## Appendix: Near-nucleus exponents and $p_{1/2}$ local orbitals in second-variational spin–orbit coupling

### A.1 Premises and conventions

Hartree atomic units are used ($\hbar=m_e=e=1$, $c=1/\alpha$), with eV for final energies. Energies $\varepsilon$ exclude the rest energy, and $z=Z\alpha$. The premises are the following.

1. Spin–orbit coupling acts only inside the atomic sphere and is built from the spherical potential $V(r)$.
2. The nucleus is a point charge, so $V=-Z/r+O(1)$ for $r\to0$, with $z<1$.
3. The mass factor $M=1+(\varepsilon-V)/2c^2$ is frozen at the valence energy, $\varepsilon\approx0$. Over a window of 100 eV it changes by $1\times10^{-4}$.

Radial functions are $P=rg$ (large component) and $Q=rf$ (small component). The Dirac quantum number is $\kappa=l$ for $j=l-\tfrac12$ and $\kappa=-(l+1)$ for $j=l+\tfrac12$, so that $\kappa(\kappa+1)=l(l+1)\equiv L$.

### A.2 Radial equations and the spin–orbit operator

The radial Dirac equations are

$$P'+\frac{\kappa}{r}P=2Mc\,Q,\qquad Q'-\frac{\kappa}{r}Q=\frac{V-\varepsilon}{c}P.\tag{A1}$$

Solving the first for $Q$ and inserting it in the second gives $(P'+\kappa P/r)'-(M'/M+\kappa/r)(P'+\kappa P/r)=2M(V-\varepsilon)P$. The terms in $\kappa P'/r$ cancel and those in $P/r^2$ combine to $-\kappa(\kappa+1)$. With $t=\kappa+1$,

$$P''-\frac{M'}{M}\Big(P'+\frac{t-1}{r}P\Big)-\frac{L}{r^2}P-2M(V-\varepsilon)P=0.\tag{A2}$$

All dependence on $j$ sits in $t$. The scalar-relativistic (SR) equation of Koelling and Harmon (1977) is (A2) with $t=0$; the $p_{1/2}$ and $p_{3/2}$ equations have $L=2$ and $t=2$, $-1$. Dividing (A2) by $-2M$ gives $h_tP=\varepsilon P$, where the $t$-dependent term of $h_t$ is $tM'/(2M^2r)$. Since $M'=-V'/2c^2$, and since $-t$ is the eigenvalue of $\boldsymbol\sigma\cdot\mathbf L=2\mathbf L\cdot\mathbf S$ ($l$ for $j=l+\frac12$, $-(l+1)$ for $j=l-\frac12$),

$$h_t=h_0+\xi\,\mathbf L\cdot\mathbf S,\qquad \xi(r)=\frac{V'}{2M^2c^2r}.\tag{A3}$$

In Rydberg units, with $c=2/\alpha$ and $M=1+(\varepsilon-V)/c^2$, the same operator has $\xi=2V'/(M^2c^2r)$. At the energy where $M$ is frozen, (A3) reproduces the Dirac large component exactly. The defect of second variation, the scheme of MacDonald, Pickett and Koelling (1980) in which $h_t$ is diagonalised among eigenstates of $h_0$, therefore lies in the basis and not in the operator.

### A.3 Exponents at the nucleus

For the Coulomb potential $M=1+a/r$ with $a=Z/2c^2$, so that $2aZ=z^2$. For $r\ll a$ one has $M'/M\to-1/r$ and $2MV\to-z^2/r^2$. Every term of (A2) then scales as $P/r^2$, and $P\propto r^\gamma$ requires $\gamma(\gamma-1)+\gamma+t-1-L+z^2=0$, that is

$$\gamma^2=L+1-t-z^2,\qquad g\propto r^{\gamma-1}.\tag{A4}$$

For $t=0$ this is $\gamma_{\rm SR}=\sqrt{l(l+1)+1-z^2}$. For $t=\kappa+1$, $L-\kappa=\kappa^2$ and $\gamma_\kappa=\sqrt{\kappa^2-z^2}$. The positive root is the solution of finite energy, as the form in A.4 shows. Because $\sum_j(2j+1)t_j=0$, $\gamma_{\rm SR}^2$ is the $(2j+1)$-weighted mean of $\gamma_\kappa^2$. For $s$ states $t=0$ and the two exponents coincide. For $p$ states $\gamma_{1/2}<1<\gamma_{\rm SR}<\gamma_{3/2}$: the $p_{1/2}$ function $g$ diverges weakly where every SR $p$ function vanishes, whatever its energy, since $\varepsilon$ does not enter (A4). The last column of the table is derived in A.6.

| | $Z$ | $a$ ($10^{-3}$ bohr) | $\gamma_{1/2}$ | $\gamma_{\rm SR}$ | $\gamma_{3/2}$ | $\eta$ (%) |
|---|---|---|---|---|---|---|
| Ge | 32 | 0.85 | 0.972 | 1.716 | 1.986 | 1.7 |
| W | 74 | 1.97 | 0.842 | 1.646 | 1.926 | 8.0 |
| Bi | 83 | 2.21 | 0.796 | 1.623 | 1.906 | 9.6 |

For Bi, $a=117$ fm and $Za=z^2/2=0.18$, so the power-law region is not far inside the Bohr radius $1/Z$ of the bare nucleus.

### A.4 Variational status of second variation

Integration by parts turns $h_t$ into the quadratic form

$$h_t[P]=\int\!dr\Big[\frac{P'^2}{2M}+\Big(\frac{L}{2Mr^2}+\frac{(t-1)M'}{2M^2r}+V\Big)P^2\Big],\tag{A5}$$

which for $t=\kappa+1$ equals $\int[(P'+\kappa P/r)^2/2M+VP^2]\,dr$. With $1/M=r/(r+a)$ the coefficient of $P^2$ is $\gamma^2/(2ar)$ plus a bounded function, and the derivative term is non-negative. Hence $h_t$ is bounded below when $\gamma^2>0$, and near the origin it reduces to $\frac1{2a}\int[rP'^2+\gamma^2P^2/r]\,dr$. The factor $M^{-2}$ softens $\xi$ from $r^{-3}$ to $r^{-1}$; without it the $p_{1/2}$ channel has no lower bound.

Let $\lambda_1\le\lambda_2\le\dots$ be the exact levels of one $\kappa$ channel, the lowest $n_c$ of them core levels ($n_c=4$ for the $p$ channels of Bi, $2p$ to $5p$). Three statements follow from the min–max theorem.

(i) Enlarging a basis can only lower each Ritz value (Cauchy interlacing), so second variation converges monotonically downward with the number of SR states.

(ii) If the SR core states are in the basis, Ritz value number $n_c+1$ is an upper bound to $\lambda_{n_c+1}$ and tends to it as the basis becomes complete.

(iii) If they are left out, as is usual, the basis is orthogonal to the SR core functions and not to the core functions of $h_t$. Since $\lambda_{n_c+1}=\max_{C}\min_{P\perp C}h_t[P]/\|P\|^2$ over spaces $C$ of dimension $n_c$, the limit of the lowest Ritz value lies at or below $\lambda_{n_c+1}$. The sequence still falls monotonically, but whether a truncated value lies above the exact level is then a quantitative question, answered in A.7.

### A.5 Asymptotic rate of convergence

For $r\ll a$ the SR eigenvalue equation with frozen $M=a/r$ reads $r^2P''+rP'-\gamma_{\rm SR}^2P+2a\varepsilon rP=0$. With $\rho=\sqrt r$ and $q^2=8a\varepsilon$ it is Bessel's equation, $P_\varepsilon=J_{2\gamma_{\rm SR}}(q\rho)$, and $dr=2\rho\,d\rho$. Expansion in high SR states is thus a Hankel transform. Its large-$q$ behaviour is fixed by the behaviour $P\simeq C\rho^{2\gamma_\kappa}$ of the exact function at the origin; with a smooth cut-off removed at the end,

$$\int_0^\infty\!\rho^{2\gamma_\kappa+1}J_{2\gamma_{\rm SR}}(q\rho)\,d\rho=2^{2\gamma_\kappa+1}\frac{\Gamma(\gamma_{\rm SR}+\gamma_\kappa+1)}{\Gamma(\gamma_{\rm SR}-\gamma_\kappa)}\,q^{-2\gamma_\kappa-2}.\tag{A6}$$

The coefficient vanishes when the exponents match, so it is the mismatch that produces a power-law tail. By Parseval's relation the SR energy carried by components above a cut-off $\varepsilon_c$ is $T\propto\int_{q_c}^\infty q^2q^{-4\gamma_\kappa-4}q\,dq\propto\varepsilon_c^{-2\gamma_\kappa}$. The energy error of a trial function $P+\delta$ is $\langle\delta|h_t-\lambda|\delta\rangle/\|P+\delta\|^2$. The short-range forms of $h_t$ and $h_0$ differ only in $\gamma^2$, so their ratio lies between 1 and $\gamma_\kappa^2/\gamma_{\rm SR}^2$. Any trial function from the truncated space misses at least the tail, and plain truncation misses only the tail. In case (ii) the error is therefore bounded above and below by multiples of $T$:

$$\delta\lambda\propto\varepsilon_c^{-2\gamma_\kappa},\qquad \varepsilon_c\gg\frac1{8a^2}=\frac{c^4}{2Z^2}.\tag{A7}$$

For Bi the powers are 1.59 ($p_{1/2}$) and 3.81 ($p_{3/2}$), and the onset is $2.6\times10^4$ Ha, or 0.70 MeV. No calculation reaches this regime. It shows that the missing part of the function is made of states far above any practical window, where another law holds.

### A.6 The part of the shift that is nonlinear in $\xi$

In the region where $\xi$ acts, $r\lesssim$ a few times $1/Z$, a valence energy is negligible against $V$, and $V$ is approximated by $-Z/r$. Outside it the solution has the phase–amplitude (WKB) form $A(r)\cos[\theta(r,\varepsilon)+\pi\mu]$, where the inner region enters only through the quantum defect $\mu(t)$. The outer boundary condition quantises the total phase,

$$\nu(\varepsilon)=n-\mu(t),\tag{A8}$$

with $\nu$ a smooth function of energy ($\nu=Z/\sqrt{-2\varepsilon}$ for a bare nucleus).

**Dirac values.** Put $y=\sqrt{8Zr}$, $\mathcal D=r\,d/dr=\frac y2\,d/dy$ and $Q=zJ_{2\gamma}(y)$ at $\varepsilon=0$. The second of (A1) gives $P=(\kappa-\mathcal D)J_{2\gamma}$. The first requires $(\kappa^2-\mathcal D^2)J_{2\gamma}=(z^2+2Zr)J_{2\gamma}$, which holds because Bessel's equation is $\mathcal D^2J_{2\gamma}=(\gamma^2-y^2/4)J_{2\gamma}$. Thus $P=(\gamma+\kappa)J_{2\gamma}-\frac y2J_{2\gamma-1}$. At large $y$ its phase is that of $J_{2\gamma-1}$, which is $y-\pi\gamma+\pi/4$, and the non-relativistic limit has $\gamma=|\kappa|$. Hence

$$\mu_\kappa=|\kappa|-\gamma_\kappa=\frac{z^2}{2|\kappa|}+\frac{z^4}{8|\kappa|^3}+\dots\tag{A9}$$

**General $t$.** The substitution $P=\sqrt M\varphi$ removes the first derivative from (A2) and adds $\frac34(M'/M)^2-M''/2M$ to the coefficient of $\varphi$. In $x=Zr$, with $A=z^2/2$ and $L=2$,

$$\varphi''=\Big[\frac{2-z^2}{x^2}-\frac2x-\frac{tA}{x^2(x+A)}+\frac{3A^2}{4x^2(x+A)^2}\Big]\varphi,\tag{A10}$$

and $\varphi$ has the phase of $P$ because $M\to1$. To order $z^4$ this is the hydrogen $p$ problem, $V_0=x^{-2}-x^{-1}$, with the perturbation $-z^2/2x^2-2s/x^3+(\frac t2+\frac38)A^2/x^4$, where $s=tz^2/8$. The $x^{-3}$ term is needed to second order. Since $V_0'=-2x^{-3}+x^{-2}$, it equals $sV_0'-s/x^2$, a translation plus a change of $L$. Differentiating the unperturbed equation shows that $sP_0'$ is the exact first-order response to $sV_0'$. It behaves as $x$ and not as $x^2$: the first-order change of $g$ is finite at small $r$, an $s$-like shape. The second-order energy from this response is $s^2\int V_0'P_0P_0'\,dx=-\frac{s^2}2\langle V_0''\rangle=-s^2\langle3x^{-4}-x^{-3}\rangle$, with a boundary term that vanishes as $x$. Its cross term with $-w/x^2$, $w=s+z^2/2$, is $-ws\int(P_0^2)'x^{-2}dx=-2ws\langle x^{-3}\rangle$. The $x^{-2}$ term alone is solved exactly by $l+\frac12\to\sqrt{9/4-2w}$, which gives $\mu=2w/3+4w^2/27+\dots$. A further shift $\delta\varepsilon$ corresponds to $\delta\mu=-n^3\delta\varepsilon$ in units of $Z^2$ Ha, and for $l=1$ the hydrogen averages are $n^3\langle x^{-3}\rangle=\frac13$ and $n^3\langle x^{-4}\rangle=\frac25(1-2/3n^2)\to\frac25$. Collecting terms,

$$\mu=\frac{2w}3+\frac{4w^2}{27}+s^2\Big(\frac65-\frac13\Big)+\frac{2ws}3-\Big(\frac t2+\frac38\Big)\frac{z^4}{10},$$

$$\mu(t)=z^2\Big(\frac13+\frac t{12}\Big)+z^4\Big(-\frac1{2160}+\frac{11\,t}{1080}+\frac{227\,t^2}{8640}\Big)+\dots\tag{A11}$$

At $t=2$ and $t=-1$ the $z^4$ coefficients are $1/8$ and $1/64$, as (A9) demands. Write $\mu=\mu_0+\mu_at+\mu_bt^2$, with $\mu_a=z^2/12$ and $\mu_b=\frac{227}{60}\mu_a^2$ in leading order. The nonlinear part is four times larger for $p_{1/2}$ than for $p_{3/2}$ and has the same sign, so it supplies the fraction $\eta=3\mu_b/(\mu_{1/2}-\mu_{3/2})$ of the difference of defects tabulated in A.3.

**Size of higher orders for Bi.** Here $z^2=0.3668$, $\mu_{1/2}=0.2043$ and $\mu_{3/2}=0.0939$, with difference 0.1104. A partial resummation keeps $-z^2/x^2$ exactly, so that $\varphi\propto yJ_\beta(y)$ with $\beta^2=9-4z^2$, and treats the last two terms of (A10) in first order. In the variable $y$ they become $U=4tb^2/[y^2(y^2+b^2)]-3b^4/[y^2(y^2+b^2)^2]$ with $b=2z$, and $\delta\mu=\frac12\int UJ_\beta^2\,y\,dy$. The integral $\int_0^\infty yJ_\beta^2\,dy/(y^2+b^2)=I_\beta(b)K_\beta(b)$ and its limit $1/2\beta$ at $b=0$ give, with $G=1/2\beta-I_\beta K_\beta$,

$$\mu'(0)\approx2G=0.033,\qquad \mu(0)\approx\frac{3-\beta}2-\frac32\Big(G-b^2\frac{dG}{db^2}\Big)=0.124.$$

The second-order effect of the last term of (A10) on $\mu(0)$, estimated with the short-range Green's function $x_<^2/3x_>$ and $\varphi\simeq\frac23x^2$, is $(\frac72-\frac{\pi^2}3)A^3/12=1\times10^{-4}$. The combination $\mu(2)+2\mu(-1)-3\mu(0)$, free of the linear term, is 0.021, and (A11) gives $6\mu_b=0.021$. The $p_{1/2}$ remainder $\mu(2)-\mu(0)-2\mu'(0)$ is 0.014 with $\mu'(0)=2G$, and 0.017 with the value 0.032 from (A11), against $4\mu_b=0.014$. The leading order is thus good to about 20 per cent for Bi.

### A.7 Truncated second variation in the practical window

Let $D=d\varepsilon/d\nu$ and $D'=dD/d\nu$ at the SR level $\varepsilon_0$. Expanding (A8) to second order in $t$,

$$\lambda=\varepsilon_0-D\mu_at-D\mu_bt^2+\tfrac12D'\mu_a^2t^2.\tag{A12}$$

The linear term is the diagonal element of the perturbation $W=\xi\,\mathbf L\cdot\mathbf S$, so $W_{mm}=-D_m\mu_at$ for any SR level $m$ with $|\varepsilon_m|\ll Z^2$. All such levels have the same inner shape up to normalisation, hence $W_{m0}^2=W_{mm}W_{00}=D_mD\mu_a^2t^2$. A basis of the level $0$ and the $N$ levels above it gives $\lambda_N=\varepsilon_0-D\mu_at-D\mu_a^2t^2\sum_{m=1}^ND_m/(\varepsilon_m-\varepsilon_0)$ in second order. Subtracting (A12),

$$\lambda_N-\lambda=t^2D\,\frac{z^4}{144}\,B_N,\qquad B_N=\frac{227}{60}-\frac{D'}{2D}-\sum_{m=1}^N\frac{D_m}{\varepsilon_m-\varepsilon_0}.\tag{A13}$$

Each term of the sum is $d\ln(\varepsilon-\varepsilon_0)/d\nu$ at level $m$, so the sum grows as the logarithm of the cut-off, however the levels are spaced; in a continuum it becomes $\int d\varepsilon/(\varepsilon-\varepsilon_0)$. This is the slow convergence met in practice. It lasts until the cut-off nears $Z^2/2$ ($3.4\times10^3$ Ha for Bi), where the inner shape starts to depend on energy and the fall bends over towards (A7).

For equally spaced levels $D'=0$ and the sum is the harmonic number $H_N$, so $B_N=3.78-H_N$. It changes sign between $N=24$ and $N=25$. A basis without core states lies above the exact level for small $N$, crosses it, and tends to a limit below it, as (iii) requires. In second order that limit lies below by the omitted repulsion $\sum_{\rm core}W_{m0}^2/(\varepsilon_0-\varepsilon_m)$.

In LAPW the first-variational states contain, for $l=1$ inside the sphere, only $u_1(r,E_1)$ and $\dot u_1(r,E_1)$. Raising the number of bands therefore saturates at the Ritz value of this two-function radial space. One extra function recovers only part of the sum in (A13), so the plateau corresponds roughly to $N$ of order one. SR local orbitals at higher energies, of the kind introduced by Singh (1991), raise the effective $N$ but gain only logarithmically.

### A.8 The $p_{1/2}$ local orbital

The remedy of Kuneš and co-workers (2001) adds to the second-variational basis the functions

$$\phi_{\rm LO}=\big[A_1u_1(r,E_1)+B_1\dot u_1(r,E_1)+C_1u_{1/2}(r,E_2)\big]Y_{1m}\chi_\sigma,\tag{A14}$$

where $u_{1/2}$ solves (A2) with $t=2$, and the coefficients make value and slope vanish at the sphere radius and fix the norm. If an eigenfunction $\psi$ of $h_t$ lies in the basis space with projector $\Pi$, then $\Pi h_t\psi=\lambda\psi$, so $\lambda$ is a Ritz value whether or not the space is orthogonal to the core. For a level at $E_2$ the departure (A13) therefore vanishes, the missing high states and the missing core repulsion together. For a level at $\varepsilon\ne E_2$ one needs $u_{1/2}(E_2)+(\varepsilon-E_2)\dot u_{1/2}$. Here $\dot u_{1/2}$ differs from $\dot u_1$ in first order in $\mu_a$, and by stationarity the residual error is of order $(\varepsilon-E_2)^2\mu_a^2$, apart from the ordinary linearisation error. The first-order change of the radial function is proportional to $t$ with a common shape, so $u_{3/2}\approx u_1-\frac12(u_{1/2}-u_1)$ up to normalisation, and the same orbital removes the $t^2$ departure of $p_{3/2}$. The argument does not bound the other Ritz values. The difference $u_{1/2}-u_1$ overlaps the core functions of $h_t$, so a spurious low level has to be excluded by inspection.

### A.9 Range of validity

*Finite nucleus.* Inside the nuclear radius $R_N$, $M$ is finite and both $p$ functions go as $P\propto r^2$; the divergence of $g_{1/2}$ is cut off. With a typical $R_N=7.1$ fm for Bi, $a/R_N=16$, so (A4) holds over about one decade in $r$. By the scaling of A.5 the share of the energy of the region $r<a$ that comes from $r<R_N$ is of order $(R_N/a)^{2\gamma_{1/2}}=0.012$. Equations (A11) and (A13) arise at $r\sim1/Z$ and are insensitive to it: the need for the local orbital survives a finite nucleus.

*Screening.* The electrons raise the potential near the nucleus by roughly $1.79\,Z^{4/3}$ Ha, an approximate Thomas–Fermi value, which is $0.094\,Z^2$ for Bi. The inner region then sees a hydrogenic energy with $n^2=5.3$, and the finite-$n$ form of $\langle x^{-4}\rangle$ lowers $\mu_b$ by 9 per cent.

*Order.* (A13) is second order in $\xi$ and leading order in $z^2$, good to about 20 per cent for Bi. It needs cut-offs well below $Z^2/2$ and a WKB link between inner and outer regions. The curvature $D'$ can rival the constant 3.78, as shown below.

*Crystal.* The derivation treats one sphere with one boundary condition. In first order a Bloch state is displaced by the departure (A13) times its $p_{1/2}$ or $p_{3/2}$ weight. Non-spherical and interstitial parts of the spin–orbit operator and self-consistent relaxation of $V$ are not included. For $l\ge2$ all exponents exceed one, and the power in (A7) is correspondingly higher.

### A.10 Illustration: the $6p$ splitting of Bi

The model is a single Bi sphere with equally spaced $p$ levels from $6p$ upward. The scale $D$ is chosen to reproduce a typical $6p_{1/2}$–$6p_{3/2}$ splitting of 2.0 eV: for $D'=0$ the exact splitting is $D(\mu_{1/2}-\mu_{3/2})$, so $D=2.0/0.1104=18.1$ eV. The splitting itself is thus an input. The prefactor of (A13) for $p_{1/2}$ is $4Dz^4/144=0.068$ eV. The $p_{3/2}$ level lies too high by one quarter of the $p_{1/2}$ departure, and the splitting is too small by three quarters of it.

| $N$ | window $ND$ (eV) | $B_N$ | $6p_{1/2}$ too high by (eV) | splitting too small by (eV) |
|---|---|---|---|---|
| 0 | 0 | 3.78 | 0.26 | 0.19 |
| 1 | 18 | 2.78 | 0.19 | 0.14 |
| 2 | 36 | 2.28 | 0.15 | 0.12 |
| 6 | 109 | 1.33 | 0.09 | 0.07 |
| 10 | 181 | 0.85 | 0.06 | 0.04 |

The crossing at $N=25$ needs a window of $4.5\times10^2$ eV, so practical windows lie on the upper side.

The omitted core repulsion is estimated from typical binding energies of 3300 eV ($3p$), 720 eV ($4p$), 100 eV ($5p$) and 5 eV ($6p$). With $D_m/|\varepsilon_m|=-d\ln|\varepsilon|/d\nu$ from central differences, the $5p$ term is $\frac12\ln(720/5)=2.5$ and the $4p$ term is $\frac12\ln(3300/100)=1.7$. These two levels alone give $4.2\times0.068=0.3$ eV, and $3p$ and $2p$ add positive terms. A complete SR basis without core states would overshoot by more than the plateau undershoots, so the departures in the table are differences between two larger omitted terms.

The sensitivity to curvature follows from a Rydberg spectrum $\varepsilon\propto-1/\nu^2$ with the same $D$ and the binding of 5 eV. Then $\nu=2|\varepsilon_0|/D=0.55$ and $-D'/2D=3/2\nu=2.7$. The bound levels contribute $\sum_{m\ge1}[1/m+1/(m+2\nu)-2/(m+\nu)]=2\psi(\nu+1)-\psi(1)-\psi(2\nu+1)=0.26$, with $\psi$ the digamma function. The continuum up to $2.5D=45$ eV above $\varepsilon_0$, midway between levels 2 and 3 of the ladder, contributes $\ln(2.5D/|\varepsilon_0|)=2.2$. This gives $B=4.0$ and a $6p_{1/2}$ departure of 0.27 eV, against 0.15 eV for equal spacing. The model's result is that second variation in a few scalar $p$ functions leaves the Bi $6p_{1/2}$ level 0.1 to 0.3 eV too high and the fitted splitting too small by three quarters of that amount, and that the orbital (A14) removes this departure at its energy $E_2$.